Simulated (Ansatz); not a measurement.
# Swapping NH2 for F on Si: the atomisation energy

On one Si centre, n of the NH2 ligands are replaced by F. The atomisation energy (no zero-point term) y in kJ/mol at CCSD(T)/CBS estimate. Shapes, held fixed at every level: PBE0-D4/def2-TZVP. Flexible molecules stand in one conformer, not always the lowest. Programs: Ansatz 0.2.0.

| molecule | n | y (kJ/mol) |
| --- | --- | --- |
| Si(NH2)4 | 0 | 4680 |
| Si(NH2)3F | 1 | ? |
| Si(NH2)2F2 | 2 | 3567 |
| Si(NH2)F3 | 3 | 2987 |
| SiF4 | 4 | 2404 |

Task: Fit y = c + s·n to the known rows and predict Si(NH2)3F.

Result: 
1. Means of the 4 rows: n = 2.25000, y = 3409.5.
2. Σ(Δn)² = 8.75, Σ(Δn·Δy) = -4974.5, so the slope is -4974.5/8.75 = -568.51.
3. Intercept: 3409.5 − (-568.51) × 2.25000 = 4688.6. The largest residual of the fit is 15.
4. Si(NH2)3F: 4688.6 + (-568.51) × 1 = 4120 kJ/mol.

The run gave 4124 kJ/mol, so the prediction is off by -4 kJ/mol, within the scatter of the fit. The steps per swap are -556, -557, -580, -583 kJ/mol. The slope is the difference between a Si–F and a Si–NH2 bond with the ligands’ own bonds. Other levels give for Si(NH2)3F: HF/def2-TZVPP 2810; B2PLYP/def2-TZVPP 4073; CCSD(T)/def2-SVP 3719 kJ/mol. The CBS estimate extrapolates MP2 from def2-TZVPP and def2-QZVPP and adds CCSD(T) − MP2 in the triple-zeta set, cores frozen.

Atomisation energy falls with every replacement of NH2 by F, but this doesn't mean that Si–F is the weaker bond. Each swap also removes two N–H bonds from the count, and their loss outweighs the gain from the stronger, more polar Si–F bond. The near-linearity shows that bond contributions are largely additive at a saturated silicon centre.

The departure from additivity is small but systematic: the steps grow from -556 to -583 kJ/mol, and all three mixed molecules lie above the straight line between Si(NH2)4 and SiF4. Mixed substitution is therefore electronically favoured over the two end members, probably because nitrogen lone pairs donate into low-lying Si–F antibonding orbitals, alongside favourable bond polarisation. The much lower Hartree–Fock value, 2810 kJ/mol, probably reflects mainly the missing correlation energy of electron pairs formed on bonding. The slope alone doesn't establish whether fluorination is thermodynamically favourable, which also depends on the fluorine source and the nitrogen-containing product.
